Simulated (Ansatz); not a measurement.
## Isomers of CH4GaO

2 of its isomers, all doublets with charge 0: A = `C[O][GaH]`; B = `[CH3][Ga][OH]`.

Shapes, held fixed at every level: PBE0-D4/def2-TZVP. Flexible molecules stand in one conformer, not always the lowest. Programs: Ansatz 0.2.0.

Electronic energies in kJ/mol, without zero-point or thermal terms.

```csv
level,kind,B − A
PBE-D4/def2-TZVPP,GGA,-83.5
r2SCAN0-D4/def2-TZVPP,global hybrid,-88.2
wB97M-V/def2-TZVPP,range-separated hybrid,-87.4
wB97X-V/def2-TZVPP,range-separated hybrid,-83.0
CCSD(T)/def2-SVP,coupled cluster or CI,-67.4
CCSD/def2-SVP,coupled cluster or CI,-68.0
CCSD(T)/def2-TZVPP,coupled cluster or CI,-91.1
```

The highest level, CCSD(T)/def2-TZVPP, puts B lowest of these. All levels agree on that. The B − A difference spans -91.1 to -67.4 kJ/mol over the levels. Open shells run unrestricted unless RO is named. Relativity is left out for Ga unless named. Correlated rows may include outer-core shells of Ga, which these sets cover unevenly.

Methylgallium hydroxide, B, lies well below the methoxygallium hydride A at every level, and the preference is far larger than the disagreement between methods. Both isomers are formally Ga(II) radicals and both keep a strong, polar Ga–O bond, so the difference comes mainly from the other bonds. Going from A to B exchanges a C–O and a Ga–H bond for an O–H and a Ga–C bond. The strength of O–H relative to C–O probably supplies most of the driving force, with the Ga–H to Ga–C exchange mattering less.

The spread in the coupled-cluster values follows the basis set rather than the triples. CCSD and CCSD(T) nearly coincide in the small basis, at -68.0 and -67.4 kJ/mol, whereas the larger basis takes CCSD(T) to -91.1 kJ/mol. This suggests that the small set describes the polarised oxygen bonding unevenly in the two isomers. The ordering does not make A short-lived, since rearrangement must break the C–O bond and its barrier is unknown.
